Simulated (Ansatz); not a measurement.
FePt: pressure and energy less free atoms against volume per atom

Results calculated with Ansatz 0.2.0, not measured. Periodic Kohn-Sham DFT of a crystal at fixed atoms; pressure and stress are positive in compression; the energy is the free energy less that of spherical unpolarised free atoms; site moments are those in the method's own spheres, positive along +z.

Cell of the first row (space group P4/mmm, No. 123):
```
FePt
1.0
      2.6666     0.0000     0.0000
      0.0000     2.6666     0.0000
      0.0000     0.0000     3.6251
Fe Pt
1 1
Direct
  0.50000 0.50000 0.50000
  0.00000 0.00000 0.00000
```

Settings of every row: method all-electron LAPW; functional PBE; relativity scalar; k mesh 12x12x9; filling fermi-dirac; smearing width 0.05 eV; basis error target 1 meV/atom; nucleus gaussian.

Atom:
```csv
element,start moment (bohr magneton)
Fe,3
Pt,0
```

Limits: no spin-orbit coupling on heavy atoms; with one magnetic atom in the cell only parallel moments are possible.

```csv
row,volume per atom (Å³),pressure (GPa),energy less free atoms (eV/atom),cell moment (bohr magneton)
1,12.888,21.188,-7.7647,3.176
2,13.43,9.899,-7.8165,3.254
3,13.704,5.093,-7.8293,3.29
4,13.978,0.799,-7.8342,3.322
5,14.526,?,?,?
```

Question: what pressure and energy less free atoms should row 5 give?

Worked fit of pressure. Take u = (V_r/V)^(2/3) − 1 with V_r = 13.567 Å³ an atom, which is twice the finite (Eulerian) strain; such expansions in the strain, on which the Birch-Murnaghan equation of state is built, carry the rest volume and the bulk modulus. The shown rows have u = 0.03482, 0.00679, -0.00668, -0.0197. Least squares give pressure = 7.4264 + 357.568 × u + 1080.74 × u² GPa; a straight line predicts inner rows, each left out in turn, worse (root mean square 0.49 against 0.014 GPa). The rows lie off it by 0.001, -0.005, 0.007, -0.003 (root mean square 0.0046 GPa). The withheld row has u = -0.04451, so the fit gives 7.4264 + 357.568 × (-0.04451) + 1080.74 × (-0.04451)² = -6.348 GPa.

The calculation gave -6.423 GPa. The fit lies 0.075 GPa (1.2 % of the value, 0.27 % of the column's range) above it; its largest miss of a shown row is 0.007 GPa. This row lies beyond the range of the fit.

Worked fit of energy less free atoms. Take u = (V_r/V)^(2/3) − 1 with V_r = 13.567 Å³ an atom, which is twice the finite (Eulerian) strain; such expansions in the strain, on which the Birch-Murnaghan equation of state is built, carry the rest volume and the bulk modulus. The shown rows have u = 0.03482, 0.00679, -0.00668, -0.0197. Least squares give energy less free atoms = −7.82393 + 0.9475 × u + 21.643 × u² eV/atom; a straight line predicts inner rows, each left out in turn, worse (root mean square 0.0098 against 5.2e-06 eV/atom). All shown rows lie on it to the printed digit. The withheld row has u = -0.04451, so the fit gives −7.82393 + 0.9475 × (-0.04451) + 21.643 × (-0.04451)² = -7.8232 eV/atom.

The calculation gave -7.8241 eV/atom. The fit lies 0.0009 eV/atom (1.3 % of the column's range) above it; its largest miss of a shown row is 0.0000 eV/atom. This row lies beyond the range of the fit.

The other values of row 5: cell moment 3.381 bohr magneton.
